**Question**

The table gives the cross section $\sigma$ for ionising the $3d_{3/2}$ (M4) subshell of Ni$^{3+}$ by a photon of energy $E$, in kilobarn, from an independent-particle relativistic calculation. The asymmetry parameter $\beta$ fixes the dipole angular distribution, $1+\beta P_2(\cos\theta)$ about the polarisation direction.

Photoionisation of the M4 subshell of Ni3+ ([Ar] 3d7), calculated with Radial Dirac-Fock and Kohn-Sham solver 2 in the independent-particle approximation. Bound and continuum orbitals come from the initial-state Dirac-Hartree-Slater potential with a Latter tail, the threshold from Dirac-Fock Delta-SCF. Cross sections include all multipoles (length form), beta the dipole term alone.

| photon energies (eV) | cross section (kb) | beta |
| --- | --- | --- |
| 69 | 3091 | 0.187 |
| 80 | 3037 | 0.343 |
| 120 | 2209 | 0.736 |
| 200 | 851.0 | 1.058 |
| 800 | 18.33 | 1.162 |
| 2930 | 0.1751 | 0.693 |
| 3660 | 0.07206 | 0.612 |
| 4000 | 0.04983 | 0.582 |
| 6000 | 0.009485 | 0.446 |
| 7700 | 0.003369 | 0.379 |
| 12300 | 0.0004315 | n/a |
| 21000 | 4.050e-05 | n/a |
| 30000 | 8.205e-06 | n/a |
| 59320 | 3.524e-07 | n/a |
| 72700 | 1.439e-07 | n/a |
| 80000 | 9.475e-08 | n/a |

(a) The nonrelativistic dipole limit for a shell of angular momentum $l$ is $\sigma\propto E^{-(l+7/2)}$. Build a smooth model for the keV rows and test it on the interval 4000–6000 eV.

(b) Size the departure of the 80000 eV row from that model and name its cause.

(c) Do the same for the 80 eV row, using $\beta$ as well.

(d) Say which irregularities deserve no physical cause, and where a real spectrum would break.

**Model answer**

(a) Let $s=\Delta\ln\sigma/\Delta\ln E$ between neighbouring rows. The table gives $s=-4.09$ for 4000–6000 eV and never gets steeper than $-4.62$, well short of $-5.5$. One power law does not serve either: a least-squares line in $\ln\sigma$ through the eleven rows from 2930 eV up has exponent $-4.39$ and leaves an arch of residuals from $-15\,\%$ to $+14\,\%$ of the fit.

A fast photoelectron of wave number $k$ is made at $r\sim 1/k$, close to the nucleus. There the outer electrons add a nearly constant potential, which shifts bound and free energies alike and leaves their difference $E$ unchanged. The model is therefore a hydrogenic $3d$ electron with $Z=28$ at the same photon energy, times one scale factor that holds the occupation and the reduced amplitude of the real orbital near the nucleus. Its own edge is $E_0=Z^2/18$ hartree $=1185$ eV, so it covers only the rows from 2930 eV up. With $\kappa=k/Z$ in atomic units, $E/E_0=1+9\kappa^2$, and the integral of $r^4e^{-Zr/3}$ with the Coulomb $f$ wave gives for the dominant $d\to f$ channel

$$\sigma_f\propto\frac{(1+\kappa^2)(1+4\kappa^2)}{(1+9\kappa^2)^{8}}\;\frac{\exp[-(4/\kappa)\arctan 3\kappa]}{1-e^{-2\pi/\kappa}}.$$

Since $1+9\kappa^2=E/E_0$, the power in the denominator gives a slope of exactly $-8$. Between 4000 eV ($\kappa=0.514$) and 6000 eV ($\kappa=0.672$) the numerator adds $1.1$ and the exponential adds $2.8$, while the last denominator stays at unity. The slope is $-8+1.1+2.8=-4.1$. With the weak $d\to p$ channel included it is $-4.07$, against $-4.09$ in the table. Both rows enter the fit of the scale, but the slope does not depend on the scale.

For large $\kappa$ the formula becomes $\kappa^{-11}e^{-\pi/\kappa}$, so $s\approx-5.5+\pi/2\kappa$. The limit is approached only as $Z/k$ dies away: at 80000 eV $\kappa=2.72$ and the second term is still 0.58. Up to 59320 eV most of the table's shortfall from $-5.5$ thus needs neither relativity nor higher multipoles; above that the Coulomb term covers about half. The same shell in a heavier ion should fall less steeply at a given keV energy, and a $p$ shell about one power less steeply than a $d$ shell.

The scale, taken as the mean of $\ln(\text{table}/\text{model})$ over the six rows up to 12300 eV, where $E/mc^2<0.025$, is 0.199. These rows are then met to 1.5 % rms of the model.

(b) Above the fitted range the table exceeds the model by an amount that rises at every row: 5.5 % at 21000 eV, 33 % at 59320 eV and 58.5 % at 80000 eV. Over the last interval the table has eased to $s=-4.37$ while the model has steepened to $-4.99$. This break is far larger than any scatter.

Theory names two effects that the calculation contains and the model lacks. The photon carries momentum $k_\gamma=E/\hbar c$, and with $\hbar^2k^2/2m\approx E$ one finds $(k_\gamma/k)^2=E/2mc^2$. The term linear in $k_\gamma/k$ tilts the emission forward and integrates to zero over angles, so higher multipoles first change $\sigma$ at order $E/mc^2$. Relativistic motion of the electron enters at $v^2/c^2\approx 2E/mc^2$, the same order. To this order the two corrections to $\sigma$ simply sum, whatever their signs, which suggests a factor $\exp(bE/mc^2)$. A straight-line fit of $\ln(\text{table}/\text{model})$ against $E/mc^2$ over all eleven rows gives $b\approx3$ and an rms residual of 2.7 %. The numbers show that over the whole range $\ln(\text{table}/\text{model})$ rises roughly linearly with $E/mc^2$, which reaches 0.157 in the last row. They do not divide it between multipoles and relativity.

(c) At low energy the natural hydrogenic comparison takes its charge from the calculated threshold of 55.288 eV, which gives $Z^*=6.05$, and assumes the statistical occupation $7\times4/10=2.8$. Nothing is fitted. The table lies 8 times above this model at 80 eV and 74 times above at 200 eV. Between 80 and 120 eV it falls with $s=-0.79$ where the model has $-3.7$. Independent-particle cross sections are known to fail near $d$ thresholds, and 80 eV is only about 25 eV above this one, so these figures describe the calculation and not necessarily the real ion.

A likely cause, argued here and not tested by the program, is the centrifugal barrier. A hydrogenic $3d$ orbital of that charge has mean radius $10.5/Z^*\approx1.7$ bohr, while the real one penetrates the argon core and sits near 1 bohr (a rough recalled size). There the $f$ wave faces a repulsion $l(l+1)/2r^2=6$ hartree. The attraction of the ion, at least $4/r$ with the Latter tail, offsets most of it, but what is left can still hold back an electron that has only about 25 eV of kinetic energy in the 80 eV row. The overlap keeps growing as the wave pushes inward, and this cancels the usual fall. Strength that a hydrogenic ion puts into $nf$ lines and the threshold region is moved up into the continuum. The barrier does not explain the whole excess, however: the ratio of table to model keeps growing, to 622 at 800 eV, where the electron is far above any barrier. There the matched charge is too small for the inner region where absorption takes place, and this may contribute at lower energies as well. The area under the curve agrees with this: log-log interpolation from 69 eV up gives an oscillator strength of 3.1, 72 % of it below 200 eV, beside a $d\to f$ partial sum rule of $1.4\times2.8=3.9$ that covers lines and continuum together. The check is loose, since it leans on the assumed occupation and on wide intervals.

For $\beta$ the Cooper–Zare formula reads

$$\beta=\frac{2R_p^2+12R_f^2-36R_pR_f\cos\Delta}{5(2R_p^2+3R_f^2)},$$

with radial integrals $R_p$, $R_f$ and phase difference $\Delta$. Without the cross term $\beta$ lies between 0.2 (pure $p$) and 0.8 (pure $f$). The values 1.058 at 200 eV and 1.162 at 800 eV therefore require interference; 0.187 at 69 eV lies just below this interference-free range, so in this formula it needs the cross term too, but the margin is too small to carry weight. With the cross term the nonrelativistic formula itself allows values well outside 0.2 to 0.8, so none of these rows is a sign of relativity. From 69 to 200 eV the table's $\beta$ rises while the threshold-matched model falls from 1.08 to 0.65, so phases or the ratio $R_p/R_f$ are far from hydrogenic here too.

(d) The slope $-4.15$ at 3660–4000 eV is steeper than those of both neighbouring intervals, $-3.99$ and $-4.09$; about 0.1 in slope over $\ln(4000/3660)=0.089$ is 1 % in $\sigma$. The 59320 eV row sits 2.4 % below the two-parameter fit while its neighbours are within 1 % of it. Both exceed the rounding, at most 0.035 %, but the method is known to ripple by a few per cent for outer subshells far above threshold, so they get no cause, and the position of the steepest slope is uncertain. The 1.7 % fall from 69 to 80 eV says nothing about a maximum, because independent-particle results fail near $d$ thresholds and the first row is already 13.7 eV above this one.

The curve has no dip because $3d$ has no radial node and hence no Cooper minimum; a $4d$ shell, with a node, can show one. The real ion would break where this calculation cannot: $3p\to3d$ excitation followed by autoionisation gives strong resonances in open-$3d$ ions, at energies near the lowest rows. The run also averages the open shell over $j$, so neither the $^4F$ ground term nor the $3d^6$ multiplets appear, and relaxation enters the threshold but not the orbitals.

**Remarks on the reasoning**

Reading the whole gap between $-4.4$ and $-5.5$ as relativistic would be an error. At 80000 eV about half of it, from $-5.5$ to $-4.99$, is the Coulomb factor. A break can be sized only against a model that has the right curvature.

The constant $b$ should not be interpreted. The two-parameter residuals drift from $+5.4\,\%$ at 2930 eV to $-4.4\,\%$ at 12300 eV, which is too orderly for ripple. Repeating the fit with $Z=26$ halves the rms to 1.4 %, moves $b$ to 4 and the scale from 0.19 to 0.30. The 58.5 % is thus an excess relative to the $Z=28$ model only. That the two $1s$ electrons lie inside the region of absorption is a plausible, untested reading.

The $Z=28$ model also overestimates $\beta$ by 0.09 to 0.10 in all five rows from 2930 to 7700 eV, where both values are dipole-only and describe only part of the true angular pattern. A smaller charge lowers the model's $\beta$, the direction required, but no single charge serves. In the model $\beta$ depends only on $E/Z^2$, so its $Z=28$ values can be rescaled to other charges: the 2930 eV row then asks for a charge of about 24 to 25, the 7700 eV row for about 22 or less. One possible reason, not tested here, is that the phases feel the outer screening that the scale factor hides in $\sigma$.
